## Two missing excitations of a fluorinated dihydrofuran

Can the two lowest excited singlets of this molecule be worked out from the six above them? The molecule is 2-(difluoromethyl)-2,5-dihydrofuran, a five-membered ring with one C=C double bond and one oxygen, separated on either side by a saturated carbon. The energies are vertical, from time-dependent density functional theory with a range-separated hybrid.

Vertical singlet excitations of C5H6F2O, SMILES FC(F)[C@H]1C=CCO1, each with its leading orbital pair. Computed with PySCF 2.14.0 using TDDFT at the wB97X-D/def2-SVPD level with density fitting, in the gas phase at the GFN2-xTB geometry, with core orbitals frozen in the response. The entry n/a means that the orbital energy of LUMO+3 was not listed in the output.

| state | from | to | energy (eV) | f | weight of the pair | orbital energy difference (eV) |
| --- | --- | --- | --- | --- | --- | --- |
| 1 | HOMO | LUMO | ? | ? | ? | ? |
| 2 | HOMO | LUMO+1 | ? | ? | ? | ? |
| 3 | HOMO-1 | LUMO | 7.83 | 0.148 | 0.86 | 12.15 |
| 4 | HOMO | LUMO+3 | 8.05 | 0.011 | 0.29 | n/a |
| 5 | HOMO | LUMO+3 | 8.24 | 0.030 | 0.32 | n/a |
| 6 | HOMO | LUMO+2 | 8.36 | 0.017 | 0.56 | 12.19 |
| 7 | HOMO-2 | LUMO | 8.54 | 0.020 | 0.66 | 13.50 |
| 8 | HOMO-3 | LUMO | 8.60 | 0.007 | 0.66 | 13.63 |

Each state is labelled by its leading orbital pair, the filled orbital that loses the electron and the empty one that receives it. The weight says how much of the state this pair describes, and f is the oscillator strength, which measures how strongly the state absorbs light.

### Why an excitation costs less than the orbital gap

The known excitations with an orbital energy difference lie roughly 4 to 5 eV below it. An empty orbital in this kind of calculation has roughly the energy of an electron added to the neutral molecule. An excited electron moves in a different field, because it has left a hole behind and is attracted to it. For a single orbital pair this gives

$$E \approx \Delta\varepsilon - J + 2K,$$

where $E$ is the excitation energy and $\Delta\varepsilon$ the orbital energy difference. $J$ is the attraction between electron and hole, and $K$ is the repulsion of the transition density with itself, which raises a singlet. In this functional the attraction is counted in full only at long range and is much reduced at short range, so $J$ here is smaller than the bare Coulomb attraction. A further term from the density functional is left out. I call $\Delta\varepsilon - E$ the offset, so the offset is about $J - 2K$.

Two limits show what to expect. If electron and hole are far apart, $K$ vanishes and $J$ falls off as one over their distance, because this functional has full exact exchange at long range. The offset then tends to zero. If the two orbitals occupy the same region, as π and π* do, $J$ is large but $K$ is large too, and part of the attraction is cancelled. The largest offsets should therefore belong to compact pairs that overlap poorly, with a sizeable $J$ and little $K$.

The known rows fit this reading without proving it. States 7 and 8 are weak absorbers with offsets near 5.0 eV. State 3, the brightest known state, has 4.32 eV. State 6, whose electron goes into a higher and presumably diffuse orbital, has 3.83 eV. A single constant offset fails: states 3 and 6 have almost the same orbital energy difference, yet their energies differ by 0.53 eV.

The single-pair formula is on firm ground only for state 3, with a weight of 0.86. States 7 and 8 have weights of 0.66 and state 6 only 0.56, so mixing with other pairs may account for part of their large and small offsets. In states 4 and 5 the leading pair carries only about 0.3.

### Forecast for state 1, HOMO to LUMO

I take the LUMO to be the π* orbital of the double bond. Two filled orbitals should lie highest, the π orbital and the oxygen lone pair that points out of the ring plane. They have similar symmetry and can mix through the saturated carbons between them. The table gives no orbital shapes, so these assignments are inferred.

If HOMO and HOMO-1 are both mixtures of π and lone pair, state 1 resembles state 3 and should have a similar offset. The remaining ingredient is the gap between the two filled orbitals. For the parent ring I recall a splitting of roughly 1.4 eV in the photoelectron spectrum, and I assume 1.2 ± 0.3 eV here. The estimate in full is

$$\Delta\varepsilon_1 = 12.15 - 1.2 = 10.95\ \text{eV},$$
$$E_1 = 10.95 - 4.32 = 6.63\ \text{eV}.$$

The error bar combines the 0.3 eV of the assumed gap with the scatter of about 0.4 eV among the offsets of the three known transitions into the LUMO. The forecast is 6.6 ± 0.5 eV, with an orbital energy difference of 10.95 ± 0.3 eV, f between 0.02 and 0.20, and a weight above 0.8.

The competing picture has an unmixed lone pair as the HOMO. It would overlap little with π*, so the offset would be about 5.0 eV, as in states 7 and 8. The energy would then be about 6.0 eV and f below 0.02.

### Forecast for state 2, HOMO to LUMO+1

Here I treat the excited electron as a distant one circling a positive ion, like the outer electron of a sodium atom. Its binding energy is $R/(n-\delta)^2$, where $R$ is 13.6 eV, $n$ is the principal quantum number and $\delta$, the quantum defect, accounts for the time the electron spends inside the core. An s electron penetrates more than a p electron and is bound more tightly. The analogy is limited, because a molecular ion is not round and an electron with $n=3$ is hardly outside it.

I read state 2 as 3s-like and states 4 to 6 as 3p-like. With rough recalled quantum defects of 0.95 and 0.60, the binding energies are 3.24 and 2.36 eV. The s-like state should lie 0.88 eV below the mean of the other three, which is 8.22 eV. The ionisation energy cancels in this difference.

The forecast is 7.3 ± 0.3 eV, with f below 0.04 and a weight above 0.6. The offset should be smaller than that of state 1, because a diffuse electron is on average farther from the hole.

An alternative route uses orbital energies. Placing LUMO+1 midway between LUMO and LUMO+2 gives an orbital energy difference of 11.6 ± 0.4 eV, and the mean offset assigned to states 4 to 6 then gives 7.6 ± 0.4 eV.

The states are numbered by energy, so both must lie below the 7.83 eV of state 3. Getting that right would show no insight.

### The computed values

The withheld rows as computed:

| state | from | to | energy (eV) | f | weight of the pair | orbital energy difference (eV) |
| --- | --- | --- | --- | --- | --- | --- |
| 1 | HOMO | LUMO | 6.52 | 0.121 | 0.91 | 10.90 |
| 2 | HOMO | LUMO+1 | 7.37 | 0.002 | 0.85 | 11.55 |

### State 1: the mixed hole

The computed energy is 6.52 eV, which is 0.11 eV below the central estimate and well inside its bar. About half of the miss comes from the orbital gap, which is 1.25 eV instead of 1.2, and the rest from the offset, which is 4.38 eV instead of 4.32. The forecasts for f and for the weight also hold. The unmixed lone pair does worse: its energy is 0.56 eV too low, nearly twice the 0.3 eV uncertainty of the assumed gap (the offset adds an uncertainty that is not counted here), and the computed f of 0.121 is far above its ceiling.

The energy alone is weaker evidence than it looks. The plain average of the four known offsets, 4.54 eV, would have given 10.95 − 4.54 = 6.41 eV, a miss of the same size in the other direction. The assumed gap was also a guess that turned out well.

The intensities say more. Converted from f and energy, the transition dipoles of states 1 and 3 are 0.87 and 0.88 in atomic units, equal for practical purposes. Consider the two limits again. If one hole were pure π and the other pure lone pair, one transition would be bright and the other nearly dark. If each hole were half π and half lone pair, both would carry the same dipole. The computed pair looks like the second limit. In the same calculation the two dipoles also point in nearly the same direction, as expected if both states draw on the π to π* transition.

There is another way to share intensity: the orbitals stay pure, and the dark excitation borrows from the bright one by mixing with it. In a picture with only these two excitations, the weights argue against that as the main cause. State 1 has 0.91 in its leading pair and state 3 has 0.86, which leaves at most 0.14 for borrowing. The dipole follows the square root of the borrowed weight, so the borrower would reach at most about 0.4 of the lender's dipole. Mixing already present in the orbitals is the simpler explanation, though only a look at the orbitals would settle it. The table also holds a single conformer, and the mixing may change with the shape of the ring.

If this reading is right, it has a consequence, not tested here, for a neighbouring molecule. Replace the ring oxygen by CH₂, which gives a cyclopentene, and the lone pair is gone. The π to π* intensity should then no longer be split between two states of this kind, although diffuse states nearby could still take a share.

### State 2: a hit that proves little

The computed energy is 7.37 eV, only 0.03 eV above the unrounded estimate of 7.34 eV. Such closeness is partly luck. The quantum defects were rough, and the three states used as the p-like group are spread over 0.31 eV, two of them heavily mixed. A basis set with few diffuse functions probably places such states too high, but a shift common to all four cancels in the difference. The agreement therefore says nothing about whether 7.37 eV is right for the real molecule. Nor does it confirm the 3s and 3p labels: taken literally, the model implies an ionisation energy of 7.37 + 3.24 = 10.6 eV, well above the roughly 9.2 eV by which the HOMO lies below zero in the same calculation, a rough measure of the ionisation energy with such a functional. Counted from that level, state 2 is bound by only about 1.8 eV, far less than the model assumes.

The energy does not decide between the two routes either, since 7.37 eV lies inside both ranges. The orbital route is 0.23 eV too high, and the miss lies almost wholly in the offset. Its orbital energy difference was almost exact, but its offset of 3.97 eV was too small against the computed 4.18 eV. For states 4 and 5 the orbital energy difference is known only to be at least that of state 6, so their offsets entered as lower bounds. This can only have lowered the average, by an unknown amount, but the smallest of the three values is the 3.83 eV of state 6, which is no bound.

The offset of state 2 is indeed smaller than that of state 1, but by only 0.20 eV. A diffuse electron is less attracted to the hole, and it also has little $K$ to cancel that attraction. The two changes work against each other, which may be why the difference is modest.

The weight of 0.85 and the f of 0.002 agree with the forecasts, though the ceiling of 0.04 for f was a loose one. Why the state is quite so dark remains open. One guess is that the carbon and oxygen parts of the mixed hole contribute to the transition dipole with opposite signs.

The printed output below gives the average offset and the straight line fitted to the four known states with an orbital energy difference, and each forecast beside its computed value. Its electron–hole distances r_eh come from equating the offset to the attraction alone, with $K$ ignored, and are only a plausibility check.

Printed output of the fit:

```
rounding floor of an offset: about 0.01 eV at most
known rows: state, offset eV, resid. from constant eV, r_eh A (K ignored), |mu| e*bohr, weight
 3 HOMO-1>LUMO 4.32 -0.21 3.1 0.88 0.86
 6 HOMO>LUMO+2 3.83 -0.71 3.6 0.29 0.56
 7 HOMO-2>LUMO 4.96 +0.43 2.5 0.31 0.66
 8 HOMO-3>LUMO 5.03 +0.50 2.4 0.18 0.66
constant offset 4.54 eV, sd 0.57, spread 1.20 eV
line E vs de: slope 0.35 (constant offset needs 1), worst resid 0.26 eV
states 6-3: de diff 0.04 eV, E diff 0.53 eV
below HOMO-1: HOMO-2 1.35, HOMO-3 1.48 eV; E7-E3 0.71, E8-E3 0.77 eV
states 4,5 (no de; LUMO+3 above LUMO+2): offsets >= 4.14, 3.95 eV
f: sum of known 0.233, share of state 3 64%
terms 3s 3.24, 3p 2.36, diff 0.88 eV; mean E(4-6) 8.22 eV
offsets used: state 3 4.32+-0.39, states 7/8 5.00, diffuse 3.97+-0.16 eV
--- state 1 HOMO>LUMO (ordering cap 7.83 eV)
 main: offset of state 3: 6.63+-0.49 eV; computed 6.52; miss -0.11 (-0.2 bars)
 rival: offset of 7/8: 5.96+-0.30 eV; computed 6.52; miss +0.56 (+1.9 bars)
 f forecast (0.02, 0.2), computed 0.121, in range True, |mu| 0.87 e*bohr
 weight forecast >0.8, computed 0.91, hit True
 de forecast 10.95+-0.30, computed 10.90, miss -0.05 eV
 true offset 4.38 eV, r_eh 3.0 A, vs constant -0.15 eV
  with true de, main: offset of state 3: 6.58 eV, miss -0.06
  with true de, rival: offset of 7/8: 5.90 eV, miss +0.62
--- state 2 HOMO>LUMO+1 (ordering cap 7.83 eV)
 main: Rydberg 3s: 7.34+-0.30 eV; computed 7.37; miss +0.03 (+0.1 bars)
 alt: midway LUMO+1: 7.60+-0.42 eV; computed 7.37; miss -0.23 (-0.5 bars)
 f forecast (0.0, 0.04), computed 0.002, in range True, |mu| 0.11 e*bohr
 weight forecast >0.6, computed 0.85, hit True
 de forecast 11.57+-0.39, computed 11.55, miss -0.02 eV
 true offset 4.18 eV, r_eh 3.2 A, vs constant -0.35 eV
  with true de, alt: midway LUMO+1: 7.58 eV, miss -0.21
true gaps: HOMO/HOMO-1 1.25, LUMO+1-LUMO 0.65, LUMO+2-LUMO 1.29 eV
offset(2)-offset(1) -0.20 eV (forecast negative)
E2-E1 0.85, E3-E1 1.31, mean E(4-6)-E2 0.85 eV; f1+f3 0.269
```
